# What happens to holey silicon when one thing is changed

A silicon membrane is pierced by parallel cylindrical pores, with porosity $\phi = 0.35$ and pitch $p = 55$ nm, and heat flows in its plane. I want to change one thing at a time: the pitch, the porosity, the thickness, the pore shape, the lattice, the bulk scattering. For each change we first predict the sign and size of the response by reasoning. Then we compute it, and finally we ask which predictions survive the weak points of the model.

The conventions are these. The effective conductivity $k_{\rm eff}$ is the heat current per total cross-section, pores included, divided by the mean temperature gradient. Pores are empty. Phonons are particles with isotropic velocities, which is reasonable because thermal wavelengths at room temperature are typically 1 to 2 nm. All walls scatter diffusely. For the bulk conductivity I use the compiled value $k_b = 130$ W/(m K) (Ioffe Institute, temperature not stated) as a room-temperature value. I assume a hexagonal pore lattice and a thickness $t = 100$ nm, and I use a typical effective bulk mean free path $\Lambda = 300$ nm, the same for all phonons at first (the gray model).

## The result we shall perturb

Put $n$ particles per volume, all with speed $v$ and isotropic directions, into a solid of volume $V$ bounded by walls of area $S$. The flux onto a wall is $nv$ times
$$\frac{1}{4\pi}\int_0^{\pi/2}\cos\theta\;2\pi\sin\theta\,d\theta=\frac14 .$$
There are $nvS/4$ wall hits per time, shared among $nV$ particles, so each particle hits a wall at the rate $vS/4V$. The mean flight from wall to wall is
$$\Lambda_B=\frac{4V}{S}. \tag{1}$$
This is Cauchy's mean chord theorem. The argument never used convexity, so it holds for the solid between pores, where a chord means one segment from wall to wall.

For cylinders of diameter $d$, a cell of area $A$ and height $H$ has $V=(1-\phi)AH$, $S=\pi dH$ and $A=\pi d^2/4\phi$. For spheres, a cell of volume $\pi d^3/6\phi$ contains wall area $\pi d^2$. Therefore
$$\Lambda_p^{\rm cyl}=d\,\frac{1-\phi}{\phi},\qquad \Lambda_p^{\rm sph}=\frac{2d}{3}\,\frac{1-\phi}{\phi}. \tag{2}$$
The two faces of the membrane add the area $2(1-\phi)A$ per cell. Areas add, so the inverse lengths add exactly: $1/\Lambda_B=R_p+R_f$ with $R_p=1/\Lambda_p$ and $R_f=1/2t$.

Matthiessen's rule now adds the bulk rate. With
$$D=\frac1\Lambda+R_p+R_f ,$$
the mean free path in the solid is $1/D$, and the solid conducts as $k_b/(\Lambda D)$. The pores also remove material and bend the heat flow. Maxwell's argument equates the far dipole field of the pores with that of one effective inclusion. Across cylinders it reads $(k_e-k)/(k_e+k)=-\phi$, and for spheres $(k_e-k)/(k_e+2k)=-\phi/2$. The factors $M=k_e/k$ are $(1-\phi)/(1+\phi)$ and $(1-\phi)/(1+\phi/2)$. The estimate is
$$k_{\rm eff}=M\,\frac{k_b}{\Lambda}\,\frac1D . \tag{3}$$

On the hexagonal lattice $A=\sqrt3p^2/2$, so $d=p\,(2\sqrt3\phi/\pi)^{1/2}=34.2$ nm. The neck between neighbouring pores is $p-d=20.8$ nm and $\Lambda_p=63.5$ nm. In $\mu$m$^{-1}$ the three rates are 3.33 (bulk), 15.76 (pores) and 5.00 (faces), so $D=24.09$ and $\Lambda_B=48.2$ nm. With $M=0.4815$ and $1/\Lambda D=0.1384$ the model gives $k_{\rm eff}=8.7$ W/(m K).

**Question.** *My Monte Carlo code is two-dimensional and finds a shorter flight. Who is right?*

Both, for different ensembles. In a plane the mean chord is $\pi$ times area over perimeter, here 49.8 nm. A phonon at angle $\theta$ to the pore axis flies $1/\sin\theta$ times farther than its projection, and it hits walls with weight $\sin^2\theta\,d\theta$. The average of $1/\sin\theta$ is then $4/\pi$, which restores Eq. (2).

## The rule for guessing

The shares of the three rates in $D$ are $s_b=0.138$, $s_p=0.654$ and $s_f=0.208$, and they sum to one. I keep three decimals only so that the arithmetic can be followed. Since $k_b/\Lambda=Cv/3$, with $C$ the heat capacity per volume, this prefactor stays fixed when geometry changes, and Eq. (3) gives
$$d\ln k_{\rm eff}=d\ln M+s_p\,d\ln\Lambda_p+s_f\,d\ln t+s_b\,d\ln\Lambda . \tag{4}$$
Each length acts with an exponent equal to its share. For a finite change the shares move: a rate that is raised gains share and hurts more than the power law says, and a rate that is lowered loses share and helps less. As long as only a rate changes, the exact ratio therefore lies below the power-law guess, in either direction.

## Change 1: double the pitch at fixed porosity

The pattern is magnified, so $M$ is untouched and $\Lambda_p$ doubles. The sign is positive. A factor of 2 would need the pores to own all of $D$, and they own about two thirds, so the guess is $2^{0.654}=1.57$, less a little. In the calculation $R_p$ falls to 7.88, $D$ to 16.21, and the ratio is $24.09/16.21=1.49$, or 13 W/(m K). A continuum theory predicts no response at all here, so this change isolates the size effect.

## Change 2: raise the porosity to 0.50 at fixed pitch

Both factors fall. At fixed pitch $d\propto\phi^{1/2}$, so $\Lambda_p\propto(1-\phi)/\phi^{1/2}$, and
$$\frac{d\ln\Lambda_p}{d\ln\phi}=-\frac{1+\phi}{2(1-\phi)}=-1.038,\qquad \frac{d\ln M}{d\ln\phi}=-\frac{2\phi}{1-\phi^2}=-0.798 .$$
The total exponent is $-0.798-0.654\times1.038=-1.477$, shared about equally between the continuum factor and wall scattering. The guess is $(0.50/0.35)^{-1.477}=0.59$, and both slopes steepen with $\phi$, so the true ratio is lower. In the calculation $d=\Lambda_p=40.8$ nm, $R_p=24.49$ and $D=32.82$. The rate factor is 0.734, the Maxwell ratio is 0.692, and the product is 0.51, or 4.4 W/(m K).

**Question.** *Does it matter whether I widen the holes or pack them closer?*

It does. At fixed $d$ the slope of $\ln\Lambda_p$ is $-1/(1-\phi)=-1.538$, and the total exponent becomes $-1.804$. Added pore volume brings more wall when it comes as new pores than when old pores grow.

## Change 3: halve the thickness

The faces own a fifth of $D$, so the response is negative and mild, with the guess $2^{-0.208}=0.87$. The calculation has $R_f=10.00$, $D=29.09$ and the ratio 0.83. In the other direction the gain is bounded: an infinitely thick sample conducts only 1.26 times better, because the pores then cut every flight on their own.

## Change 4: spherical voids of the same diameter and porosity

Imagine the membrane cut from a solid with uniformly spread spheres, so that $R_f$ is unchanged. Two effects compete. Heat can pass around a sphere on all sides, so $M$ rises by $(1+\phi)/(1+\phi/2)=1.149$. Spheres carry $3/2$ times the wall area per pore volume, so $\Lambda_p$ falls to 42.3 nm. The guess is $1.149\times(2/3)^{0.654}=0.88$. The calculation gives $R_p=23.64$, $D=31.97$, a rate factor 0.754 and a ratio of 0.87.

The sign depends on scale. The ratio is one when $1+s_p/2=(1+\phi)/(1+\phi/2)$, that is, at $s_p=\phi/(1+\phi/2)=0.298$. Below that share, spheres conduct better. For a thick sample with our $\Lambda$ the model puts the reversal at $d\approx0.38\ \mu$m.

## Change 5: a square lattice

At fixed $d$ and $\phi$, Eqs. (2) and (3) predict no response whatever, since neither $V/S$ nor $M$ knows where the pores sit. At fixed pitch and $\phi$ the square cell is larger, $A=p^2$, and $d$ grows by $(2/\sqrt3)^{1/2}=1.075$ to 36.7 nm. The guess is $1.075^{0.654}=1.05$. The calculation gives $R_p=14.67$, $D=23.00$ and again 1.05.

**Question.** *Five percent is small. Is the Maxwell factor that good?*

As a continuum result, yes. Rayleigh's treatment of the square array replaces $1+\phi$ in $M=1-2\phi/(1+\phi)$ by $1+\phi-0.306\,\phi^4$, where $0.306=3\Sigma_4^2/\pi^4$ and $\Sigma_4=\sum(m+in)^{-4}=3.151$ runs over the nonzero lattice points. That gives 0.4797, lower by 0.4 percent. The danger lies elsewhere, in the use of a mean chord alone.

The heat-carrying part of the distribution at a point builds up along the ray behind it. If the wall lies a distance $s$ back, the gradient is uniform and the wall emits no memory of the flow, the effective path is $\Lambda(1-e^{-s/\Lambda})$. Average over the solid and over directions with equal weight: integrate $s$ from 0 to $l$ along every chord, average over chords, and divide by $\langle l\rangle=\Lambda_B$:
$$\frac{\Lambda_{\rm eff}}{\Lambda}=1-\frac{\Lambda}{\Lambda_B}\left(1-\langle e^{-l/\Lambda}\rangle\right). \tag{5}$$
For exponentially distributed chords $\langle e^{-l/\Lambda}\rangle=\Lambda/(\Lambda+\Lambda_B)$, and Eq. (5) becomes $\Lambda_B/(\Lambda+\Lambda_B)$. Matthiessen's rule is thus the statement that chords are exponential. For $\Lambda\to\infty$, Eq. (5) gives $\Lambda_{\rm eff}=\langle l^2\rangle/2\langle l\rangle$, which needs the second moment, and Cauchy's theorem does not fix that. The exponential function is convex, so equal chords give the lowest value: 0.076 for our numbers, which is 0.55 of the Matthiessen value. Long tails push the other way. Our hexagonal array has straight open corridors of width $\sqrt3p/2-d=13.5$ nm, which close only at $\phi=\pi\sqrt3/8=0.68$, and the square array has corridors of 18.3 nm along its axes. A real lattice lies nowhere near the extreme of equal chords, but the room is tens of percent. The five percent of change 5, and the null result at fixed $d$, are not predictions I would defend.

## Change 6: halve the bulk mean free path

Let $\Lambda$ fall to 150 nm at fixed $Cv$. The bulk crystal loses half its conductivity. The membrane should barely notice, since bulk scattering owns $s_b=0.138$: the guess is $2^{-0.138}=0.91$. The calculation gives $D=27.43$ and 0.88.

Warming from 300 to 600 K does roughly this if we assume $\Lambda\propto1/T$, but $C$ rises as well. With the compiled Debye temperature of 645 K (Råsander 2015), the Debye heat capacity goes from 0.802 to 0.945 of its classical value, a factor 1.18. Applied in full, it turns 0.88 into 1.03. That is an upper estimate, because much of the added heat capacity sits in slow, high-frequency modes. The gray model thus predicts a nearly flat temperature dependence.

**Question.** *And if you simply chose the wrong $\Lambda$?*

That is a different variation. With $k_b$ held fixed the prefactor $k_b/\Lambda$ moves, and the exponent is $s_b-1=-0.862$. The absolute 8.7 is almost inversely proportional to my assumed 300 nm. The geometric exponents depend on it only through the small share $s_b$, which is why ratios are the better product of this model.

## Two stress tests

**Question.** *A pore wall faces the heat flow and throws phonons back, while a film face lies along it. Can they count equally?*

They should not, and the size can be estimated. Take a drifting distribution, with excess proportional to the direction cosine along the flow, and compute how fast isolated walls destroy its current relative to the mean hit rate $vR$. Call that ratio $g$. Diffuse emission has mean cosine $2/3$ about the wall normal.

For a sphere the normal at the hit point has mean cosine $2/3$ against the incoming ray, so $g=1+4/9=13/9=1.44$. For a cylinder the in-plane mean cosine is $\pi/4$, so the mean outgoing component along the projected incoming direction is $-\pi/6$, against $\sin\theta$ coming in. The hit rate varies as $\sin\theta$, with isotropic mean $\pi/4$. Then
$$g_{\rm cyl}=\frac{4}{\pi}\,\frac{\int_0^\pi\sin^3\theta\,(\sin\theta+\pi/6)\,d\theta}{\int_0^\pi\sin^3\theta\,d\theta}=\frac{43}{24}=1.79 .$$
For the faces the hit rate varies as $|\cos\theta|$, with mean $1/2$, and nothing is thrown back, so $g=3/4$. This reproduces the thick-film rate $3v/8t$ of Fuchs and Sondheimer. Our pores are not isolated, so these factors indicate a size and nothing finer. With them the rates are 3.33, 28.24 and 3.75, $D=35.32$, and $k_{\rm eff}=5.9$ W/(m K).

A related weakness is that $M$ is derived for $\Lambda$ small against the neck, while here $\Lambda$ is 14 necks long. The product form of Eq. (3) is an ansatz. If only the volume factor $1-\phi$ were kept, change 2 would give 0.56, and change 4 would lose its Maxwell gain and give the bare rate factor, 0.754.

**Question.** *Silicon has a very broad spectrum of mean free paths. Does the gray model mislead?*

It overstates the geometric exponents. Let the fraction of $k_b$ carried by paths shorter than $\Lambda'$ be $\Lambda'/(\Lambda'+\Lambda_0)$, with an assumed median $\Lambda_0=500$ nm, and apply Matthiessen's rule mode by mode. With $x=\Lambda_B/\Lambda_0$ and $u=\Lambda'/\Lambda_0$ the suppression of the solid is
$$\sigma(x)=\int_0^\infty\frac{du}{(1+u)^2}\,\frac{x}{u+x}=\frac{x\,(x-1-\ln x)}{(1-x)^2}. \tag{6}$$
Here $x=0.0963$, $\sigma=0.169$ and $k_{\rm eff}=Mk_b\sigma=11$ W/(m K). The slope $d\ln\sigma/d\ln x$ is 0.584, against $1-s_b=0.862$ in the gray model. The modes with long paths are already cut down, and the survivors have short paths that respond less to walls and more to bulk scattering. For the same reason a scatterer matters according to which modes it hits: mass disorder acts most on short wavelengths, which are the survivors, and will do more than change 6 suggests in its gray form.

The two tests are independent and both apply, so they can also be used together, with $1/\Lambda_B$ in $x$ replaced by the sum of the wall rates weighted with $g$. For the starting structure that sum is 31.99 $\mu$m$^{-1}$, which gives $x=0.0625$ and $\sigma=0.1305$.

The table lists $k_{\rm eff}$ relative to the starting structure of the same model. In the last row all bulk paths are halved at fixed $Cv$.

| change | guess | Eq. (3) | with $g$ | spectrum | both |
|---|---|---|---|---|---|
| pitch 55 → 110 nm | 1.57 | 1.49 | 1.67 | 1.31 | 1.42 |
| $\phi$ 0.35 → 0.50 | 0.59 | 0.51 | 0.48 | 0.56 | 0.54 |
| $t$ 100 → 50 nm | 0.87 | 0.83 | 0.90 | 0.88 | 0.93 |
| cylinders → spheres | 0.88 | 0.87 | 0.98 | 0.95 | 1.03 |
| hexagonal → square | 1.05 | 1.05 | 1.06 | 1.03 | 1.04 |
| bulk paths halved | 0.91 | 0.88 | 0.91 | 0.73 | 0.75 |

The porosity response is the firmest: about one half in every variant. Pitch and thickness have secure signs, with sizes that vary from 1.31 to 1.67 and from 0.83 to 0.93. The sphere response does not survive. The wall factors nearly erase it, because spheres backscatter less per area than cylinders lying across the flow, and the spectrum weakens the penalty for wall area further. With both, the spheres have a weighted wall rate of 37.90 $\mu$m$^{-1}$, $x=0.0528$ and $\sigma=0.1173$, and the ratio $1.149\times0.899=1.03$ lies above one. Neither the sign nor the size of change 4 is secure. The lattice row looks stable only because all columns share the assumption of exponential chords. The last row depends on the spectrum, and with the full heat-capacity factor its 0.73 becomes 0.86, so the spectral model has $k_{\rm eff}$ fall moderately on warming.

## A last change: oxidised walls

**Question.** *Real walls carry native oxide. What does that do?*

Assume that the outer 2 nm of every surface is amorphous oxide, and that the nominal dimensions are those of the oxide surface. For the crystal this is mostly change 2 again. The hole in the silicon widens to 38.2 nm, the effective porosity becomes 0.437, and the exponent alone suggests $(0.437/0.35)^{-1.477}=0.72$. The crystal also thins to 96 nm, which costs a factor 0.96 in cross-section and a little in $R_f$. The calculation has $\Lambda_p=49.2$ nm, $R_p=20.32$, $R_f=5.21$, $D=28.86$ and $M=0.392$. The ratio is 0.65, or 5.7 W/(m K). The oxide itself fills 0.11 of the volume, and with a typical conductivity of 1.4 W/(m K) it returns about 0.15 W/(m K), which is small against the loss. Two nanometres matter this much because they come off both sides of a 20.8 nm neck.

**Question.** *So is 8.7 the conductivity of holey silicon?*

It is the model's number for assumed inputs. Values typically quoted for holey silicon at this pitch and porosity are of the order of 2 W/(m K) near room temperature, with some spread from the porosity convention, so Eq. (3) is too high by roughly a factor of four. Backscattering and a dead oxide layer act in the needed direction, each taking off about a third, while the broad spectrum acts against it. Equation (1) is exact for the geometry it is given, and the approximations enter with Eq. (3): exponential chords, equal weight for all walls, a continuum factor used at large Knudsen number, and bulk phonons right up to a sharp wall. The mean chord also ignores the neck, which enters only through $d$ and $\phi$. A measured pitch exponent well above the range in the table, or a marked response to pore arrangement at fixed $d$ and $\phi$, would show that the neck or the chord distribution has taken over from $4V/S$ as the controlling length.